# Third ionisation energies of the d block: forecasting Sc²⁺ to Mn²⁺ from the rest of the series

A configuration-average Hartree-Fock ionisation energy and a tabulated one do not measure the same thing. The first runs between the centres of gravity of two whole configurations, here $d^n \to d^{n-1}$ with $n$ the number of d electrons in the 2+ ion, and holds no electron correlation. The second runs between the lowest levels of real ions. The test below is whether the late 3d ions and the 4d ions say enough about both quantities to forecast the first five 3d ions.

Ionisation energies (IE) of 2+ ions of the 3d and 4d series, from B-spline radial atomic code 1 at the basis limit: ΔSCF Hartree-Fock, non-relativistic (configuration average, point nucleus) and Dirac-Coulomb (nl average, Fermi nucleus), without Breit, QED or recoil terms. Breit and QED parts are first-order values on the Dirac orbitals; NIST values run between ground levels.

```tsv
species	Z	electrons	configuration	ion's configuration	IE, non-rel. (eV)	IE, Dirac (eV)	IE(Dirac) − IE(non-rel.) (eV)	Breit part of IE (eV)	QED part of IE (eV)	NIST table (eV)	kind of table value	stated uncertainty (eV)
Sc2+	21	19	[Ar] 3d1	[Ne] 3s2 3p6	?	?	?	?	?	?	?	?
Ti2+	22	20	[Ar] 3d2	[Ar] 3d1	?	?	?	?	?	?	?	?
V2+	23	21	[Ar] 3d3	[Ar] 3d2	?	?	?	?	?	?	?	?
Cr2+	24	22	[Ar] 3d4	[Ar] 3d3	?	?	?	?	?	?	?	?
Mn2+	25	23	[Ar] 3d5	[Ar] 3d4	?	?	?	?	?	?	?	?
Fe2+	26	24	[Ar] 3d6	[Ar] 3d5	31.9472	31.7104	-0.2368	0.00814	0.00212	30.651	measured	0.012
Co2+	27	25	[Ar] 3d7	[Ar] 3d6	33.3813	33.1213	-0.2600	0.00775	0.00226	33.5	semi-empirical	0.06
Ni2+	28	26	[Ar] 3d8	[Ar] 3d7	34.7787	34.4938	-0.2849	0.00727	0.00240	35.187	measured	0.019
Cu2+	29	27	[Ar] 3d9	[Ar] 3d8	36.1446	35.8330	-0.3115	0.00669	0.00255	36.841	measured	0.012
Zn2+	30	28	[Ar] 3d10	[Ar] 3d9	37.4831	37.1432	-0.3399	0.00600	0.00271	39.7233	measured	0.00012
Zr2+	40	38	[Kr] 4d2	[Kr] 4d1	21.8590	21.5150	-0.3440	0.00856	0.00252	23.17	semi-empirical	0.004
Nb2+	41	39	[Kr] 4d3	[Kr] 4d2	23.7709	23.4029	-0.3680	0.00842	0.00267	25.04	semi-empirical	n/a
Mo2+	42	40	[Kr] 4d4	[Kr] 4d3	25.6472	25.2521	-0.3951	0.00829	0.00285	27.13	semi-empirical	0.12
Tc2+	43	41	[Kr] 4d5	[Kr] 4d4	27.5016	27.0769	-0.4247	0.00815	0.00304	29.55	semi-empirical	n/a
Ru2+	44	42	[Kr] 4d6	[Kr] 4d5	29.3435	28.8869	-0.4566	0.00797	0.00324	28.47	semi-empirical	n/a
Rh2+	45	43	[Kr] 4d7	[Kr] 4d6	31.1793	30.6886	-0.4907	0.00776	0.00346	31.06	semi-empirical	n/a
Pd2+	46	44	[Kr] 4d8	[Kr] 4d7	33.0137	32.4869	-0.5269	0.00749	0.00368	32.93	semi-empirical	n/a
Ag2+	47	45	[Kr] 4d9	[Kr] 4d8	34.8505	34.2853	-0.5652	0.00716	0.00392	34.8	semi-empirical	0.3
Cd2+	48	46	[Kr] 4d10	[Kr] 4d9	36.6923	36.0866	-0.6056	0.00675	0.00417	37.468	measured	0.006
```

"IE, non-rel." and "IE, Dirac" are differences of two self-consistent total energies, and the relativistic shift is the second less the first. The Breit and QED parts are first-order additions that the IE columns leave out. The word gap below means the NIST value less the Dirac value.

## What the known rows show

Both computed columns rise at every step of both series. The non-relativistic steps shrink along 3d, from 1.434 eV (Fe to Co) to 1.339 eV (Cu to Zn). Along 4d they fall from 1.912 eV to 1.834 eV (Rh to Pd) and then recover slightly. The NIST column is less tidy: from Tc²⁺ to Ru²⁺ it drops by 1.08 eV while the Dirac value climbs by 1.81 eV. Fe²⁺ and Ru²⁺, the two $d^6$ ions, are the only known rows with a negative gap. Breit and QED together add about 0.01 eV in every known row and explain none of this.

## Why the computed values rise, and why hydrogen is a poor guide

Each step along a series adds a proton and a d electron. An electron in the same shell screens the proton only in part, so the shell contracts and binds more tightly. This is the standard argument, and the calculation agrees with it where the radii can be compared: the mean radius of 4d₅/₂ in Pd²⁺ is 0.794 of that in Mo²⁺.

The simplest system with this behaviour is the hydrogen-like ion, $\mathrm{IE} = \mathrm{Ry}\,(Z_\mathrm{eff}/\nu)^2$, with $\nu$ the principal quantum number and $Z_\mathrm{eff}$ growing linearly in $Z$. A least-squares line through $\nu\sqrt{\mathrm{IE}/\mathrm{Ry}}$ for the five known 3d rows has a slope of only 0.096 per proton and misses by up to 0.060 eV; for the nine 4d rows it misses by up to 0.32 eV. Such a model makes the steps grow with $Z$, and the 3d steps shrink. The analogy gives the direction of the trend and no more, because the d electron does not orbit outside a small core. For Ni²⁺ it needs $Z_\mathrm{eff} = 3\sqrt{34.78/13.61} = 4.80$, which implies a mean radius of $10.5/4.80 = 2.2$ bohr. The computed 3d mean radius is 0.95 bohr, not far outside the 0.78 bohr of 3p. The step of 1.4 eV is what remains, once all orbitals have relaxed, when one more unit of nuclear attraction is set against one more d–d repulsion, whose spherical part $F^0$ is 26.7 eV in Ni²⁺, and no simple formula fixes such a remainder.

The forecast for the non-relativistic column is therefore openly empirical. A least-squares cubic in $n$ through $d^6$ to $d^{10}$ is extended down to $d^1$. The same procedure can be checked in 4d, where a cubic through Ru²⁺ to Cd²⁺ overshoots the true values by 0.002 eV at $d^5$ and 0.066 eV at $d^2$. These misses are applied as corrections to 3d; the one for $d^1$, 0.13 eV, comes from a parabola through the misses at $d^2$ to $d^4$. The error bar is the distance between the cubic and a quadratic extrapolation plus the size of the correction.

## Why relativity lowers every value

A lone d electron in the field of a bare nucleus is bound slightly more by the Dirac equation than by the Schrödinger equation. The shift in the table has the opposite sign in every known row, so the direct effect is not what dominates. The standard explanation is indirect: s and p shells contract, screen the nucleus better, and the d electron, which the centrifugal barrier keeps away from the nucleus, is bound less. The table shows the sign and size; the mechanism is argued.

No single power of $Z$ describes it. Straight lines through $\ln|\text{shift}|$ against $\ln Z$ give exponents of 2.5 in 3d and 3.1 in 4d, and Zn²⁺ (−0.340 eV) and Zr²⁺ (−0.344 eV) have nearly the same shift ten protons apart. The forecast uses a quadratic in $n$ through $d^6$ to $d^{10}$, corrected by its 4d miss as before, with the distance to the power law plus the correction as the bar. The Dirac forecast is the sum of the two, with the bars added in quadrature.

## The gap to NIST: Hund's rules and correlation

Most of the structure in the gap follows from counting exchange pairs. Let $K$ be the mean exchange energy of two d electrons of parallel spin. In the high-spin ground term the electron removed from $d^n$ has $n-1$ parallel partners for $n \le 5$, and $n-6$ for $n \ge 6$, where it carries minority spin. In the configuration average any partner is parallel with probability 4/9. The ground-term IE exceeds the averaged one by the difference:

$$S = \tfrac{5}{9}(n-1)K \quad (n\le 5), \qquad S = -\tfrac{5}{9}(10-n)K \quad (n\ge 6).$$

With the Racah parameters $B = F^2/49 - 5F^4/441$ and $C = 35F^4/441$, built from the Slater integrals $F^2$ and $F^4$ of the d shell, $K = \tfrac{7}{2}B + \tfrac{7}{5}C$. Hund's second rule adds $+\tfrac{9}{2}B$ at $d^2$ and $d^7$ and $-\tfrac{9}{2}B$ at $d^4$ and $d^9$, which flattens $S$ into plateaus over $d^2$–$d^4$ and $d^7$–$d^9$. $S$ vanishes at $d^1$ and $d^{10}$, where each end has a single term, peaks at $d^5$ and plunges at $d^6$.

The integrals come from the same calculations. For 4d they are taken linear in $n$ through the 4d₅/₂ values of Mo²⁺ and Pd²⁺; $F^2$ grows by a factor 1.255 between them, close to the inverse of the radius ratio. For 3d the Ni²⁺ values are scaled by the same relative slope, which is an assumption. The model is

$$\text{gap} = \kappa S + a + b\,(n-6),$$

fitted by unweighted least squares to each series. The five 3d rows give $\kappa = 0.79$, $a = 1.23$ eV, $b = 0.345$ eV, with an rms residual of 0.03 eV. The nine 4d rows give 0.71, 1.18 eV and 0.044 eV, with 0.06 eV. Three constants on five rows prove little, and $\kappa$ trades against $b$, so neither is a physical quantity. Eight of the nine 4d references are semi-empirical (Ag²⁺ carries ±0.3 eV), so part of their Hund pattern may have been built in.

The remainder, gap less $\kappa S$, is read as mainly correlation of the removed electron. The ion with more electrons has more correlation energy, so correlation raises the IE. The reading is cleanest in Zn²⁺ (2.58 eV) and Cd²⁺ (1.38 eV), both measured, where $S = 0$. The remainder also absorbs the larger integrals of the 3+ ion and the spin-orbit lowering of the ground levels, which the averaged calculation leaves out; the spin-orbit constant computed for Ni²⁺ is 0.095 eV. That is a bare central-field value without two-electron terms, a kind that misses measured fine structure by tens of per cent, so it gives only the scale of the lowering.

One decision governs the forecast. The 3d remainder line, extended to $d^1$, turns negative (−0.49 eV). A single d electron lying among eight 3s and 3p electrons still correlates with them, so a negative value makes no physical sense, and the 4d rows at low $n$ keep a remainder near 1 eV. The two lines nearly meet at $d^6$. The forecast therefore uses the 3d $\kappa$ with the 4d remainder line, and half the distance between the lines enters the bar.

Mn²⁺, which is in no fit, serves as the worked case. The 4d line gives $F^2 = 7.201 + (9.039 - 7.201)/4 = 7.661$ eV at $n = 5$, or 0.8475 of the Pd²⁺ value. Scaling the Ni²⁺ integrals, 12.296 and 7.638 eV, gives $F^2 = 10.42$ and $F^4 = 6.473$ eV, so $B = 0.2127 - 0.0734 = 0.1393$ eV and $C = 0.5137$ eV. Then $K = 0.488 + 0.719 = 1.207$ eV and $S = \tfrac{20}{9}K = 2.68$ eV. The gap is $0.79 \times 2.68 + (1.18 - 0.044) = 2.12 + 1.14 = 3.26$ eV (3.27 with unrounded constants), and with the Dirac forecast of 30.255 eV the NIST forecast is 33.52 eV. The bar joins in quadrature half the distance between the remainder lines, $(1.14 - 0.89)/2$, the difference of the two $\kappa$ times $S$, $0.08 \times 2.68$, the 4d rms and the Dirac bar, which makes 0.25 eV with unrounded constants.

## The forecasts

- Both computed IEs rise monotonically with no step at $d^5$, and the steps grow towards Sc.
- The relativistic shift is negative throughout: −0.14 to −0.17 eV for Sc²⁺, −0.21 to −0.22 eV for Mn²⁺.
- NIST lies above Dirac in all five: by 0.2–1.8 eV in Sc²⁺, by 1.2–2.5 eV in Ti²⁺ to Cr²⁺, and most in Mn²⁺, by 2.9–3.6 eV.
- NIST for Mn²⁺ exceeds that for Fe²⁺ by 2.5–3.2 eV.

Row by row, in eV:

| species | non-relativistic | relativistic shift | Dirac | NIST |
|---|---|---|---|---|
| Sc²⁺ | 23.94 ± 0.38 | −0.152 ± 0.014 | 23.79 ± 0.38 | 24.75 ± 0.82 |
| Ti²⁺ | 25.69 ± 0.22 | −0.164 ± 0.009 | 25.52 ± 0.22 | 27.38 ± 0.63 |
| V²⁺ | 27.35 ± 0.11 | −0.179 ± 0.005 | 27.17 ± 0.11 | 29.16 ± 0.46 |
| Cr²⁺ | 28.94 ± 0.05 | −0.196 ± 0.003 | 28.75 ± 0.05 | 30.87 ± 0.31 |
| Mn²⁺ | 30.470 ± 0.015 | −0.2155 ± 0.0012 | 30.255 ± 0.015 | 33.52 ± 0.25 |

These bars are spreads between plausible extrapolations, not standard deviations.

## The values

The withheld rows as computed:

```tsv
species	Z	electrons	configuration	ion's configuration	IE, non-rel. (eV)	IE, Dirac (eV)	IE(Dirac) − IE(non-rel.) (eV)	Breit part of IE (eV)	QED part of IE (eV)	NIST table (eV)	kind of table value	stated uncertainty (eV)
Sc2+	21	19	[Ar] 3d1	[Ne] 3s2 3p6	23.8778	23.7308	-0.1470	0.00929	0.00155	24.756839	measured	1.2e-05
Ti2+	22	20	[Ar] 3d2	[Ar] 3d1	25.6668	25.5058	-0.1611	0.00908	0.00164	27.49171	measured	0.00025
V2+	23	21	[Ar] 3d3	[Ar] 3d2	27.3447	27.1673	-0.1773	0.00890	0.00175	29.3111	measured	0.0025
Cr2+	24	22	[Ar] 3d4	[Ar] 3d3	28.9395	28.7441	-0.1954	0.00870	0.00187	30.959	measured	0.025
Mn2+	25	23	[Ar] 3d5	[Ar] 3d4	30.4696	30.2543	-0.2153	0.00845	0.00199	33.668	measured	0.012
```

The misses, forecast less value, in eV:

| species | non-relativistic | relativistic shift | Dirac | NIST |
|---|---|---|---|---|
| Sc²⁺ | +0.062 | −0.0054 | +0.057 | 0.00 |
| Ti²⁺ | +0.020 | −0.0031 | +0.017 | −0.12 |
| V²⁺ | +0.009 | −0.0014 | +0.007 | −0.15 |
| Cr²⁺ | +0.003 | −0.0006 | +0.002 | −0.08 |
| Mn²⁺ | +0.001 | −0.0002 | 0.000 | −0.15 |

All four statements hold and every value lies inside its bar. That counts for less than it seems, since the Dirac column is the sum of two others and the bars were generous. Within each column the misses share a sign, and those signs are the instructive part.

The non-relativistic forecast is too high throughout, at worst by 0.3 % of the computed value (Sc²⁺). The steps run from 1.478 eV (Mn to Fe) up to 1.789 eV (Sc to Ti), so the 3d curve bends more at its start than the 4d curve does, and the borrowed correction removed about two thirds of the cubic's error at Sc²⁺. A likely reason, not tested here, is that the 3d orbital is still drawing into the core region in the first elements and gains more from each proton. The hydrogen-like fit, bent the wrong way, overshoots by 0.22 eV at Mn²⁺ and 1.83 eV at Sc²⁺.

For the relativistic shift the 4d correction did harm. It was −0.0055 eV at Sc²⁺ and the miss is −0.0054 eV, so the plain quadratic would have been almost exact, and it is closer in the other four rows as well. The flattening of the shift in early 4d does not carry over to 3d.

The NIST forecast is too low in four rows, and the exact hit at Sc²⁺ is a cancellation between a Dirac forecast 0.057 eV too high and a gap 0.06 eV too small. The true gap exceeds the forecast in all five rows, by 0.06 to about 0.15 eV. At Sc²⁺, where $S = 0$, the shortfall lies in the borrowed 4d remainder alone. The scaled integrals are not to blame where they can be compared: for Cr²⁺ the calculated $F^2$ and $F^4$ are about 1 % smaller than the scaled ones, which makes the forecast $S$ slightly too large, not too small. From Ti²⁺ on, an error in the remainder cannot be told from one in $\kappa$. The pattern of $S$ is plain in the NIST steps: large from Sc to Ti (2.73 eV) and from Cr to Mn (2.71 eV), where $S$ jumps, small across the plateau (1.82 and 1.65 eV), and −3.02 eV from Mn to Fe against a forecast of −2.87 eV.

The choice of remainder decided the outcome. The 3d line, for all its 0.03 eV rms, would have been too low by 0.40 eV at Mn²⁺ and 1.46 eV at Sc²⁺, outside the bar in every row. With $\kappa = 0.79$ the true remainder stays between 1.0 and 1.3 eV from Sc²⁺ to Fe²⁺ and only then climbs to 2.58 eV at Zn²⁺. It is not a straight line. The small residuals of the five known 3d rows gave no hint of that; only the senseless negative value at the far end of the line did.

Sc²⁺ is the cleanest row of the five. It has one d electron, $S = 0$ and no d–d pair, and still a gap of 1.03 eV. Apart from small spin-orbit, Breit and QED shifts, what is left to supply it is correlation with the core.

## What κ below one hides

Setting $\kappa = 1$ gives a rough picture of Hartree-Fock for the ground terms, rough because it uses the parent's integrals and the assumed scaling. The leftover gap is then positive in all nineteen rows, and it jumps at the half-filled shell: from $3.41 - 2.68 = 0.73$ eV in Mn²⁺ to 1.78 eV in Fe²⁺, and from 0.46 eV in Tc²⁺ to 1.71 eV in Ru²⁺. Theory offers a reason. Up to $d^5$ the removed electron shares its spin with the other d electrons, and exchange already keeps it away from them. From $d^6$ on it leaves five partners of opposite spin, the pairs that Hartree-Fock treats worst. A fitted $\kappa$ below one imitates this jump, which is another reason not to read it as a measured reduction of the integrals. Why the late 3d remainder keeps climbing while the 4d one barely moves is open; the greater compactness of the 3d shell is a guess.

## Neighbouring series

For the 3+ ions the count shifts by one element: the tabulated drop should fall between Fe³⁺ ($d^5$) and Co³⁺ ($d^6$). The term shift behind it should be larger, because the contracted shell has larger Slater integrals, but so is the smooth rise that it must overcome. The averaged calculation again shows no break: its Dirac values for these two ions are 51.03 and 53.09 eV, a step of 2.06 eV against 1.46 eV from Mn²⁺ to Fe²⁺. The count therefore gives the place of the drop, and its size needs a calculation. In a 5d series the relativistic lowering would be larger and spin-orbit coupling would compete with $K$, so the counting of terms would blur. Where an outer s electron is removed, relativity usually acts the other way and raises the IE.

## What to do about it

Averaged energies vary smoothly within one shell and one charge, and extrapolate tolerably: one row out costs a thousandth of an eV here, five rows out several hundredths, and that with a correction taken from a second series. A polynomial checked on such a series served better than a hydrogenic formula.

An averaged IE should not be scored against a tabulated one before the term shift is added. The raw gap runs from −1.06 eV (Fe²⁺) to +3.41 eV (Mn²⁺), and small values are cancellations. Rh²⁺ to Ag²⁺ sit within about 0.5 eV of NIST only because $S$ near −1.2 eV offsets the correlation that the method lacks. The non-relativistic column is nearer NIST in every row except Fe²⁺ and Ru²⁺ for the same kind of reason: leaving out a lowering offsets leaving out a larger raising.

The order of work follows from the sizes. Term structure (up to 2.8 eV) and correlation (1.0 to 2.6 eV on the fitted split) come first, the relativistic shift (0.15 to 0.6 eV) next, then spin-orbit coupling of the lowest levels, and Breit and QED last. A correlation treatment has to include the outer s and p core, as Sc²⁺ shows. An orbital energy is no shortcut, at least in Ni²⁺, where the non-relativistic 3d level lies at −38.32 eV against a self-consistent IE of 34.78 eV. A remainder line fitted only from $d^6$ on should not be carried to the other side of the half-filled shell without a check: in 3d it failed there.
